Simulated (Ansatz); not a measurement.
**Abstraction of H: C3H5Ga + C2H7Si2 → C3H4Ga + C2H8Si2**

Species: C3H5Ga `C#[C][GaH][CH3]`, singlet; C2H7Si2 `[SiH2]/C=C/[SiH3]`, doublet; C3H4Ga `C#[C][Ga][CH3]`, doublet; C2H8Si2 `[SiH3]/C=C/[SiH3]`, singlet. A radical takes H: the energy is the difference in strength between the Ga–H bond broken and the Si–H bond made.

Shapes, held fixed at every level: PBE0-D4/def2-TZVP. Flexible molecules stand in one conformer, not always the lowest. Programs: Ansatz 0.2.0. The zero-point and thermal change to 298 K, harmonic and unscaled (PBE0-D4/def2-TZVP), is +5.0 kJ/mol.

```json
{"level": "HF/def2-TZVPP", "kind": "Hartree–Fock", "ΔH(298 K) (kJ/mol)": "-31.8", "CPU time (sum over the molecules)": "–"}
{"level": "SPW92/def2-TZVPP", "kind": "LDA", "ΔH(298 K) (kJ/mol)": "-20.8", "CPU time (sum over the molecules)": "21 s"}
{"level": "PBE-D4/def2-TZVPP", "kind": "GGA", "ΔH(298 K) (kJ/mol)": "-24.7", "CPU time (sum over the molecules)": "46 s"}
{"level": "B3LYP-D4/def2-TZVPP", "kind": "global hybrid", "ΔH(298 K) (kJ/mol)": "-31.0", "CPU time (sum over the molecules)": "68 s"}
{"level": "BHLYP-D4/def2-TZVPP", "kind": "global hybrid", "ΔH(298 K) (kJ/mol)": "-32.3", "CPU time (sum over the molecules)": "68 s"}
{"level": "PBE0-D4/def2-TZVPP", "kind": "global hybrid", "ΔH(298 K) (kJ/mol)": "-25.8", "CPU time (sum over the molecules)": "69 s"}
{"level": "wB97M-V/def2-TZVPP", "kind": "range-separated hybrid", "ΔH(298 K) (kJ/mol)": "-36.7", "CPU time (sum over the molecules)": "2.9 min"}
{"level": "B2PLYP/def2-TZVPP", "kind": "double hybrid", "ΔH(298 K) (kJ/mol)": "-33.8", "CPU time (sum over the molecules)": "79 s"}
```

B2PLYP/def2-TZVPP gives ΔH(298 K) = -33.8 kJ/mol; the levels span -36.7 to -20.8. The median of the levels is -31.4. No measured value is set beside it here. Spin contamination: C2H7Si2 (⟨S²⟩ up to 0.91). Open shells run unrestricted unless RO is named. Relativity is left out for Ga unless named. Correlated rows may include outer-core shells of Ga, which these sets cover unevenly. Times are processor times on shared x86 and Arm servers, and rough.

Every level makes the hydrogen transfer exothermic, so the Si–H bond formed is stronger than the Ga–H bond broken, although the size of the gap, from -20.8 to -36.7 kJ/mol, is less settled than its sign. Hydrogen overlaps better with the compact silicon 3s/3p valence orbitals than with the more diffuse 4p orbitals of gallium. Losing hydrogen also lets the unpaired electron on gallium occupy an orbital rich in 4s character, which stabilises the gallium radical and weakens Ga–H further. Conjugation of the silyl radical with the vinyl group works the other way, but poor 3p–2p π overlap probably keeps this effect modest. The thermal change of +5.0 kJ/mol slightly offsets the electronic preference, as expected when a stiffer Si–H stretch replaces a softer Ga–H one. Exact exchange alone does not order the results, since PBE0-D4 lies closer to PBE-D4 than to B3LYP-D4. The reaction enthalpy says nothing about the barrier, nor whether abstraction would outpace addition of the radical to the alkyne.
